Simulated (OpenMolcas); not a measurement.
# How basis sets differ on AlNH4 (AlH2(NH2))

AlNH4 has 6 atoms, charge 0, and is taken as a singlet. SMILES: `[H][Al]([H])[NH2]`. Geometry: a GFN2-xTB relaxation, a rough one for these elements and not checked as a minimum.

```
atom    x (Å)    y (Å)    z (Å)
  Al   0.4112   0.7098   0.0041
   H   1.9511   0.7541   0.0402
   H  -0.3175   2.0686  -0.0206
   N  -0.4778  -0.8270  -0.0067
   H  -0.8038  -1.3379  -0.8198
   H  -0.7632  -1.3675   0.8027
```

Quantity: the dipole moment, in D. The values are calculated.

```
                                                   level          kind     program  value (D)
                                                HF/3-21G  Hartree–Fock  OpenMolcas       1.38
                                             HF/def2-SVP  Hartree–Fock  OpenMolcas       1.43
HF/6-31G** (Cholesky decomposition, Cartesian functions)  Hartree–Fock  OpenMolcas       1.26
                            HF/6-311++G** (RICD fitting)  Hartree–Fock  OpenMolcas       1.13
```

The values span 1.13 to 1.43 D. Sets without polarisation functions give poor dipoles.

The modest dipole reflects cancellation: the polar Al–N bond is opposed by the protic N–H bonds at one end and the hydridic Al–H bonds at the other. Small basis-dependent shifts in charge therefore show up clearly in the total. The value doesn't follow basis size or polarisation alone, since def2-SVP gives the largest dipole, 1.43 D, above unpolarised 3-21G. The lowest, 1.13 D, comes from the set with both a more flexible valence space and diffuse functions, so their separate effects can't be told apart.

The coordinates also show the NH2 plane turned roughly perpendicular to the AlH2 plane, whereas the known minimum of this molecule is planar. The twist takes the nitrogen lone pair out of line with the empty aluminium p orbital and removes the usual N-to-Al π donation. The structure thus resembles the saddle point for rotation about the Al–N bond, probably because the relaxation kept a symmetric starting geometry. These dipoles describe that twisted form and shouldn't be assigned to the equilibrium molecule.
